Dear colleague,

The estimate I sent you of how fast a 100 keV beam removes single gold atoms from your graphene is wrong. I used the McKinley–Feshbach formula, which serves carbon well, for a nucleus far outside its range. I repeat that calculation below, marked as wrong, so that you can find the same lines in your own spreadsheet, and then I repair it. The carbon numbers stand. The gold cross section was too small by a factor of 2.35.

**Conventions and kinematics**

The model is an unpolarised electron scattered elastically by a fixed, unscreened point nucleus of charge $Ze$. The scattering angle is $\theta$, and I write $s=\sin(\theta/2)$, $x=s^2$, $a=Z\alpha$ and $q=Z\alpha/\beta$. At kinetic energy $E=100$ keV, $\gamma=1+E/mc^2=1.1957$, $\beta=0.5482$ and $\beta^2=0.3005$. The reference is Rutherford's formula with relativistic momentum,

$$\frac{d\sigma_R}{d\Omega}=\frac{b^2}{s^4},\qquad b=\frac{Z\alpha\hbar c}{2\gamma mc^2\beta^2},$$

and $R(x)$ is the ratio of the true differential cross section to it. For a heavy target the electron keeps the magnitude $p$ of its momentum, the momentum transfer is $2ps$, and the recoil energy is $T=T_{\max}x$ with

$$T_{\max}=\frac{2p^2}{M}=\frac{2E(E+2mc^2)}{Mc^2}.$$

This gives 20.1 eV for $M=12$ u and 1.223 eV for gold ($M=196.967$ u). An atom counts as displaced when $T$ exceeds a sharp, isotropic threshold $T_d$. Since $d\Omega=2\pi\sin\theta\,d\theta=4\pi\,dx$,

$$\sigma_d=4\pi b^2\int_{x_d}^{1}\frac{R(x)}{x^2}\,dx,\qquad x_d=\frac{T_d}{T_{\max}}.$$

The prefactor $4\pi b^2$ is 69.5 barn for carbon and $1.206\times10^4$ barn for gold.

The thresholds are assumed inputs. A typical value for pristine graphene is about 21 eV, above $T_{\max}$, so a carbon atom at rest is not displaced at all; I return to that case at the end. For an under-coordinated carbon at an edge or a vacancy I take 15 eV, and for a gold atom anchored at such a site 1.0 eV. Both are round illustrative values.

**The attempt (wrong for gold)**

Step 1. Take the result of McKinley and Feshbach (1948) for electrons,

$$R_{MF}=1-\beta^2s^2+\pi Z\alpha\beta\,s(1-s).$$

For positrons the last term changes sign.

Step 2. Integrate it. With $r=1/x_d$,

$$\sigma_d=4\pi b^2\left\{r-1-\beta^2\ln r+\pi Z\alpha\beta\left[2\sqrt r-2-\ln r\right]\right\}.$$

Step 3. For carbon $x_d=0.747$ and $\pi Z\alpha\beta=0.0754$. The braces are $0.3383-0.0876+0.0017=0.2524$, so $\sigma_d=17.6$ barn. The mean dose per displacement, $1/\sigma_d$, is $5.7\times10^{8}\ e^-/\text{nm}^2$.

Step 4. For gold, use the same braces with $Z=79$. Now $x_d=0.8176$ and $\pi Z\alpha\beta=0.993$, and the braces are $0.2231-0.0605+0.0104=0.1730$. The $Z\alpha$ term supplies only 6 % of the total, and I took this as a sign that the expansion had converged.

Wrong answer: $\sigma_d(\text{Au})=2.1\times10^3$ barn, a dose of $4.8\times10^{6}\ e^-/\text{nm}^2$, and a gold-to-carbon ratio of cross sections of $1.2\times10^2$.

**The symptom**

Put $\theta=180^\circ$ in Step 1. The last term vanishes and $R_{MF}=1-\beta^2=0.699$ for every element and for both signs of the charge. Displacement near threshold draws on just these angles; for gold only $\theta>129.4^\circ$ contributes. So the 6 % says nothing about convergence. The coefficient of the correction is 0.993, of order one, and its share is small only because $s(1-s)$ goes to zero in the range of integration. Next to the backward direction the formula has lost all knowledge of $Z$ beyond Rutherford's $Z^2$, and the first $Z$-dependent terms are ones that it omits. Their size has to be found from the exact solution.

Mott's solution (1929) of the Dirac equation in a point Coulomb field can be written with one function of angle. Normalised so that its closed-form part has modulus one,

$$\varphi(x)=x^{iq}+\sum_{k=1}^{\infty}d_k\,[P_k(\mu)-P_{k-1}(\mu)],\qquad \mu=\cos\theta=1-2x,$$

$$d_k=k\,\frac{\Gamma(1+iq)}{\Gamma(1-iq)}\left[\frac{\Gamma(k-iq)}{\Gamma(k+1+iq)}-e^{i\pi(k-\rho_k)}\frac{\Gamma(\rho_k-iq)}{\Gamma(\rho_k+1+iq)}\right],\qquad \rho_k=\sqrt{k^2-a^2},$$

$$R(x)=(1-\beta^2)\,x\,|\varphi|^2+\frac{x^2(1-x)}{q^2}\left|\frac{d\varphi}{dx}\right|^2 .$$

Here $q>0$ for an electron and $k=j+\tfrac12$. Mott's second function follows from the first by differentiation, because $(1+\mu)(P_k'-P_{k-1}')=k(P_k+P_{k-1})$. The term $x^{iq}$ is the sum of the series with $\rho_k$ replaced by $k$. Alone it has $|\varphi|=1$ and $|d\varphi/dx|=q/x$, so that $R=(1-\beta^2)x+1-x=1-\beta^2x$, the first Born result.

Now expand $d_k$. With $k-\rho_k\approx a^2/2k$, the bracket is this shift times the derivative of its second member with respect to $\rho$ at $\rho=k$, and

$$d_k\approx\frac{a^2}{2}\,\frac{\Gamma(1+iq)\,\Gamma(k-iq)}{\Gamma(1-iq)\,\Gamma(k+1+iq)}\left[-i\pi+\psi(k-iq)-\psi(k+1+iq)\right],$$

where $\psi$ is the digamma function. A second expansion sets $q=0$ here and leaves

$$d_k\approx-\frac{a^2}{2k}\left(i\pi+\frac1k\right).$$

The generating function of the Legendre polynomials gives $\sum_k(P_k-P_{k-1})/k=-2\ln(1+s)$, so the imaginary part of $d_k$ adds $i\pi a^2\ln(1+s)$ to $\varphi$. Its derivative with respect to $x$ is $i\pi a^2/[2s(1+s)]$, in phase with the leading $iq/x$. The cross term in $R$ is

$$\frac{x^2(1-x)}{q^2}\cdot 2\cdot\frac{q}{x}\cdot\frac{\pi a^2}{2s(1+s)}=\pi\,\frac{a^2}{q}\,s(1-s)=\pi Z\alpha\beta\,s(1-s).$$

That is the McKinley–Feshbach term, odd in $q$ and hence reversed for positrons. The derivation shows what it rests on: both $a$ and $q=a/\beta$ must be small.

At $180^\circ$ the derivative term drops out, $P_k-P_{k-1}=2(-1)^k$, and $R/(1-\beta^2)=|1+2\sum_k(-1)^kd_k|^2$. The real part of the lowest $d_k$ gives $2\sum_k(-1)^k\,\mathrm{Re}\,d_k=-a^2\sum_k(-1)^k/k^2=\pi^2a^2/12$. To first order in $q$ the ratio of gamma functions is $(1/k)[1-iq(2H_k-1/k)]$, with $H_k$ the harmonic number. Its product with $-i\pi$ is the only real contribution of that order, and $\sum_k(-1)^k(2H_k/k-1/k^2)=-(\pi^2/12-\ln^22)$. Doubling both pieces for the squared modulus,

$$\frac{R(180^\circ)}{1-\beta^2}=1+\frac{\pi^2}{6}a^2+2\pi\left(\frac{\pi^2}{12}-\ln^22\right)a^2q+\dots=1+1.645\,a^2+2.149\,a^2q+\dots$$

At 100 keV the two omitted terms are:

| element | $Z$ | $q$ | $1.645\,a^2$ | $2.149\,a^2q$ |
|---|---|---|---|---|
| C | 6 | 0.080 | 0.0032 | 0.00033 |
| Si | 14 | 0.186 | 0.017 | 0.0042 |
| Cu | 29 | 0.386 | 0.074 | 0.037 |
| Au | 79 | 1.05 | 0.547 | 0.751 |
| Pb | 82 | 1.09 | 0.589 | 0.840 |

For gold and lead each omitted term is comparable with the 1 that was kept, and the third-order term exceeds the second-order one. That gives the slip away without any heavy computation. The table also shows how to read the usual limit of $Z$ up to about 25 to 30. It corresponds to $a\lesssim0.2$, that is $Z\lesssim27$, and presumes $\beta$ near one, where $q\approx a$. At 100 keV the value $q=0.2$ is reached at $Z=15$. For copper, at the edge of the quoted range, the two terms already add up to 0.11 at $180^\circ$. The limit therefore marks a tolerance of the order of ten per cent in backscattering at our voltage, and no better.

**The faulty line**

The fault is the opening of Step 4, "use the same braces with $Z=79$". Steps 1 to 3 are sound, and so is the arithmetic of Step 4. But the braces contain the replacement of $d_k$ by $-(a^2/2k)(i\pi+1/k)$, which needs $q\ll1$, while gold has $a=0.5765$ and $q=1.05$. The first coefficients show the failure:

| $k$ | exact $d_k$ (Au, 100 keV) | lowest order |
|---|---|---|
| 1 | $-0.2727-0.5698\,i$ | $-0.166-0.522\,i$ |
| 2 | $-0.2854+0.1386\,i$ | $-0.042-0.261\,i$ |

For $k=2$ even the sign of the imaginary part is lost. The Coulomb phase carried by the gamma functions turns $d_k$ through large angles from one partial wave to the next, and the lowest order ignores it. Adding the next two terms of the series is no cure: they give 2.30 for $R(180^\circ)/(1-\beta^2)$, still short of the exact value found below.

**The mended calculation**

The repair is to sum the Mott series without expanding. Each quotient of gamma functions is elementary in modulus,

$$\frac{\Gamma(\rho-iq)}{\Gamma(\rho+1+iq)}=\frac{\exp[-2i\arg\Gamma(\rho+iq)]}{\rho+iq},$$

so only phases need computing. The $d_k$ fall as $1/k$, too slowly for direct summation, and the differentiated series does not converge at all as it stands. The singularity responsible sits at $\theta=0$, and the reduction of Yennie, Ravenhall and Wilson (1954) removes it. Write the sum as $\sum_lc_lP_l$ with $c_l=d_l-d_{l+1}$ and $d_0=0$. The recurrence for $\mu P_l$ shows that multiplication by $1-\mu$ produces the coefficients

$$c_l'=c_l-\frac{l}{2l-1}\,c_{l-1}-\frac{l+1}{2l+3}\,c_{l+1},$$

which fall faster by two powers of $l$. After three passes the coefficient at $l=8$ has modulus $2\times10^{-4}$ for gold. One sums the reduced series, divides by $(1-\mu)^3=(2x)^3$, and differentiates the quotient.

At $180^\circ$ the result is $\varphi=1.100+1.194\,i$ and $|\varphi|^2=2.634$. The imaginary part, which enters the lowest orders of the expansion only as a correction, supplies more than half of the intensity. At the two ends and the middle of the range of integration, and at $90^\circ$ for comparison:

| $x$ | $\theta$ | $R$ (Mott) | $R_{MF}$ | ratio |
|---|---|---|---|---|
| 1 | $180^\circ$ | 1.84 | 0.699 | 2.63 |
| 0.9088 | $144.8^\circ$ | 1.82 | 0.771 | 2.37 |
| 0.8176 | $129.4^\circ$ | 1.80 | 0.840 | 2.14 |
| 0.5 | $90^\circ$ | 1.63 | 1.055 | 1.55 |

The shapes differ as well as the magnitudes. $R_{MF}$ falls towards the backward direction, whereas the exact ratio for gold rises slightly and lies well above one: a gold nucleus backscatters 100 keV electrons more strongly than Rutherford's formula says, not less. Integration of $R/x^2$ from 0.8176 to 1 gives 0.41, which is 2.35 times the braces of Step 4. Hence

$$\sigma_d(\text{Au})=4.9\times10^{3}\ \text{barn},$$

a mean dose of $2.0\times10^{6}\ e^-/\text{nm}^2$. The same summation for carbon leaves the cross section at 17.6 barn, so the gold-to-carbon ratio becomes $2.8\times10^2$.

**Size of the error**

Measured against the exact point-nucleus solution, the formula misses 57 % of the gold cross section at $T_d=1.0$ eV. The factor depends on the threshold. It tends to 2.63 as $T_d\to T_{\max}$ and shrinks for weakly bound atoms, whose cross section comes from small angles where $R\to1$. No single multiplier repairs the formula for all sites.

The slip is more insidious when the calculation is run backwards. Suppose the true threshold were 1.0 eV, so that the atoms left at the Mott rate, and you fitted $T_d$ to that rate with the braces of Step 2. They reach the required value at $r=1.48$, and the fit returns $T_d=0.82$ eV. The fit would succeed without complaint and hand you a threshold too low by almost a fifth.

For carbon the same formula is as good as you need. At $180^\circ$ the exact ratio is $R/(1-\beta^2)=1.0035$. This figure also governs pristine graphene. An atom moving along the beam with speed $v$ leaves a head-on collision with momentum $2p+Mv$, and to reach 21 eV it needs $v=(2p/M)\left(\sqrt{T_d/T_{\max}}-1\right)=0.41$ km/s. The displacements then come from atoms in the fast part of the vibrational velocity distribution, each hit within a narrow cone about $180^\circ$. The cross section is close to proportional to $R(180^\circ)$, so the truncation costs about 0.35 %, while the result depends steeply on $T_d$ and on that distribution.

Two effects lie outside both formulas. Atomic electrons shift the potential near the nucleus by roughly $V_0=Ze^2/(4\pi\varepsilon_0a_{TF})$, with the Thomas–Fermi length $a_{TF}=0.885\,a_0Z^{-1/3}$, and the large-angle cross section can change by a fraction of order $V_0/E$. For gold $V_0\approx10$ keV and the fraction is of order 0.10; for carbon it is of order 0.003. Screening thus limits the gold result to two figures at most, without threatening a factor above two. For carbon it rivals the whole difference between Mott and McKinley–Feshbach, so the exact series gains nothing there. The finite nuclear radius, about 7 fm for gold, enters the $k=1$ waves at relative order $(pR_N/\hbar)^{2\rho_1}$. With $p/\hbar=1.70\ \text{pm}^{-1}$ and $\rho_1=0.817$ this is $7\times10^{-4}$, and negligible.

In your spreadsheet, keep the closed formula for the carbon lattice and for light dopants, add a column with $1.645\,a^2+2.149\,a^2q$ as a warning, and go over to the summed series once that column exceeds the accuracy you want. For gold and lead the column is above one.

With best regards,
your colleague in theory